## Question

The table lists small molecules in which a halogen, marked *, sits on boron, silicon or germanium. S1 is the energy of the lowest excited singlet state. The HOMO-LUMO gap is the energy difference between the highest filled and the lowest empty orbital. The halogen has a single bond, of length r.

PySCF 2.14.0, CAM-B3LYP/def2-SVPD with density fitting, gas phase, at PBE0-D3(BJ)/def2-SVP geometries. S1 (TDDFT) and T1 (Tamm-Dancoff) are vertical excitation energies, with core orbitals frozen in the response. Frames are SMILES, with hydrogens outside brackets implied and * marking the atom that varies; electronegativities are Pauling's.

```tsv
formula	frame	*	Z	electronegativity	point group	mean bond of the marked atom (Å)	S1 (eV)	T1 (eV)	S1 less T1 (eV)	HOMO-LUMO gap (eV)
BFH2	*B	F	9	3.980	C2v	1.316	6.02	5.37	0.65	10.77
BClH2	*B	Cl	17	3.160	C2v	1.738	5.04	4.61	0.43	9.35
FHSi	*[SiH]	F	9	3.980	Cs	1.636	2.92	1.61	1.31	6.77
FGeH3	*[GeH3]	F	9	3.980	C3v	1.744	7.84	7.36	0.48	11.74
ClGeH3	*[GeH3]	Cl	17	3.160	C3v	2.164	6.85	6.37	0.48	10.41
BrGeH3	*[GeH3]	Br	35	2.960	C3v	2.313	6.08	5.62	0.46	9.57
```

Suppose that an orbital calculation has already supplied the gap and the bond length, and that only pencil and paper remain.

(a) Why does S1 lie below the gap, and why does a heavier halogen lower S1 by less than it lowers the gap?

(b) Set up a rule for S1 with one adjustable length. Apply it to BrGeH₃ and BClH₂.

(c) How accurate is the rule, and where should it not be used?

## Model answer

**(a)** With a functional such as this one, which contains part of the exact exchange, the gap treats the electron in the LUMO in part as if it were an extra electron added to a complete molecule. In an excitation no electron is added. One has left the HOMO, and the positive hole it leaves behind attracts the excited electron. This attraction pulls the excitation energy below the gap, by 3.5 to 4.8 eV in these molecules.

BClH₂ shows the picture plainly. Its HOMO is a lone pair in the molecular plane, mostly on chlorine, and its LUMO is mostly the empty p orbital of boron, which stands upright on that plane. Excitation therefore moves charge from one end of the B–Cl bond towards the other. Two opposite charges attract each other less when they are further apart or more spread out, so a longer bond to a larger atom should mean a smaller lowering.

Changing the halogen thus has two effects that oppose each other. In the germanium compounds the HOMO rises from F to Cl to Br, because the lone pairs of the heavier halogens are less tightly bound, and the LUMO falls somewhat. Both changes narrow the gap. At the same time the bond grows, the attraction weakens, and part of the drop is given back. From FGeH₃ to ClGeH₃ the gap shrinks by 1.33 eV, but S1 falls by only 0.99 eV. In this step the hole also changes place, from mostly the GeH₃ group to mostly chlorine, so the longer bond is not the only cause. From ClGeH₃ to BrGeH₃, where the hole is a halogen lone pair in both, only 0.07 eV is given back.

**(b)** Two point charges a distance r apart attract each other with an energy of 14.4/r, in eV when r is in Å. Orbitals are clouds rather than points, which softens the attraction, and the gap from this functional already contains part of it. A length d added to r allows for both:

S1 ≈ gap − 14.4/(r + d)

Solving this equation for d in each of the six rows and averaging gives about 1.8 Å. Both worked examples belong to that average, so they illustrate the rule and are no independent test of it.

For BrGeH₃ the bond is 2.313 Å and the gap 9.57 eV:

- r + d = 2.313 + 1.8 = 4.113 Å
- lowering = 14.4/4.113 = 3.50 eV
- S1 ≈ 9.57 − 3.50 = 6.07 eV, against 6.08 eV in the table

For BClH₂ the same steps give 14.4/(1.738 + 1.8) = 4.07 eV and S1 ≈ 9.35 − 4.07 = 5.28 eV. The table has 5.04 eV, so this estimate is 0.24 eV too high.

**(c)** Over the six rows the typical (rms) error is 0.2 eV relative to the computed S1, and the largest is 0.34 eV. Subtracting a flat 4 eV from every gap is simpler, but its typical error is more than twice as large. The rule should not be used for excitations that stay on one atom, as in the silylene FHSi, which has the largest error. There the bond to the halogen says little about how far apart hole and electron are. Otherwise the rule is for bonds of about 1.3 to 2.3 Å and for gaps from the same functional and basis set. The basis matters because in FGeH₃ and ClGeH₃ the LUMO lies above zero energy, where its position depends on how diffuse the basis is. The printed output after this text gives the errors row by row.

## Remarks on the reasoning

**Differences come out well, but are not always the better route.** When one halogen replaces another on the same frame, part of the error can cancel. For all three replacements, F to Cl on boron and F to Cl to Br on germanium, the rule gives the change in S1 to about 0.1 eV. Adding the estimated change to a known S1 helps for BClH₂, where starting from BFH₂ cuts the miss from 0.24 to 0.11 eV. For ClGeH₃ and BrGeH₃, reached from the next lighter halogen, the direct estimate is the closer one. The direction of the shift is the same in the methyl halides, whose first ultraviolet absorption band is known to move to longer wavelengths from chloride to iodide, as the halogen lone pair becomes less tightly bound. Whether the length of 1.8 Å also suits them is not tested here.

**The bond length stands in for the size of the charge clouds.** In ClGeH₃ and BrGeH₃ the electron leaves mainly a halogen lone pair, so r sets a scale for the distance between hole and electron. It is not the distance itself, because the LUMO is shared between germanium, the halogen and the hydrogens. In FGeH₃ the fluorine lone pairs lie too deep, and the electron comes mostly from the GeH₃ group. There r does not even set that scale. FGeH₃ and BClH₂ have almost the same bond length, yet their lowerings differ by 0.4 eV, so a rule based on bond length alone must miss at least one of them by about 0.2 eV.

**The silylene is the worst case.** FHSi has only two atoms bonded to silicon. As is usual for silylenes, its lowest excitation lifts an electron from the silicon lone pair into the empty p orbital of the same atom. Two orbitals that share one atom have a large exchange energy, which raises the singlet above the triplet T1. S1 less T1 is 1.31 eV here and at most 0.65 eV in the other rows. The rule has no separate term for exchange, and the table suggests that this is why its estimate for FHSi is too low. BClH₂ has a similar bond length. Measured from the gap down to T1, which this exchange does not raise, the lowering is 5.16 eV in FHSi and 4.74 eV in BClH₂. Measured down to S1, the order is reversed.

**The length d belongs to the method as well as to the molecule.** For FHSi, the ionisation energy less the electron affinity, computed with the same functional, is 9.2 eV, whereas the orbital gap is only 6.8 eV. Measured from the first value, S1 lies 6.3 eV down, far more than the rule subtracts. So d is not the radius of any orbital. The same molecules treated with Hartree-Fock would show wider gaps and need a larger subtraction. With a functional that has no exact exchange, the gap would already lie close to S1, and subtracting several eV would spoil the estimate.

**A close hit is not a measurement.** The calculation leaves out spin-orbit coupling, which can split the levels of a bromine lone pair by a few tenths of an eV and mix singlets with triplets. The near-perfect figure for BrGeH₃ therefore shows agreement with this calculation, not with a spectrum. Nor need S1 mark the onset of strong absorption. In BClH₂ symmetry forbids the transition to S1, and in ClGeH₃ it is weak.

Output of the analysis:

```
Rule with 1.8 Å against the computed S1 (eV):
     row  gap less S1  lowering by rule  S1 by rule  rule less computed  constant 4 eV less computed
    BFH2         4.75             4.621       6.149              0.1287                         0.75
   BClH2         4.31              4.07        5.28              0.2399                         0.31
    FHSi         3.85             4.191       2.579             -0.3409                        -0.15
   FGeH3          3.9             4.063       7.677             -0.1632                         -0.1
  ClGeH3         3.56             3.633       6.777            -0.07269                        -0.44
  BrGeH3         3.49             3.501       6.069            -0.01109                        -0.51
Mean of gap less S1 (eV): 3.977
Constant 4 eV, rms miss (eV): 0.4368
Constant 4 eV, largest miss (eV): 0.75
Constant refitted with each row left out, rms miss (eV): 0.5234
Length d, mean over rows (Å): 1.844
Length d, smallest row value (Å): 1.603
Length d, largest row value (Å): 2.104
Distance rule, rms miss (eV): 0.1925
Distance rule, largest miss (eV): 0.3409
Distance rule refitted with each row left out, rms miss (eV): 0.2291
Guessing the mean S1 for every row, rms miss (eV): 1.542
Lowering in BClH2 less lowering in FGeH3 at nearly equal bonds (eV): 0.41
FHSi, ionisation energy less electron affinity (eV): 9.217
FHSi, the same less S1 (eV): 6.297
F to Cl on BH2, change of gap (eV): -1.42
F to Cl on BH2, change of S1 (eV): -0.98
F to Cl on BH2, change of S1 by rule (eV): -0.8688
F to Cl on GeH3, change of gap (eV): -1.33
F to Cl on GeH3, change of S1 (eV): -0.99
F to Cl on GeH3, change of S1 by rule (eV): -0.8995
Cl to Br on GeH3, change of gap (eV): -0.84
Cl to Br on GeH3, change of S1 (eV): -0.77
Cl to Br on GeH3, change of S1 by rule (eV): -0.7084
```
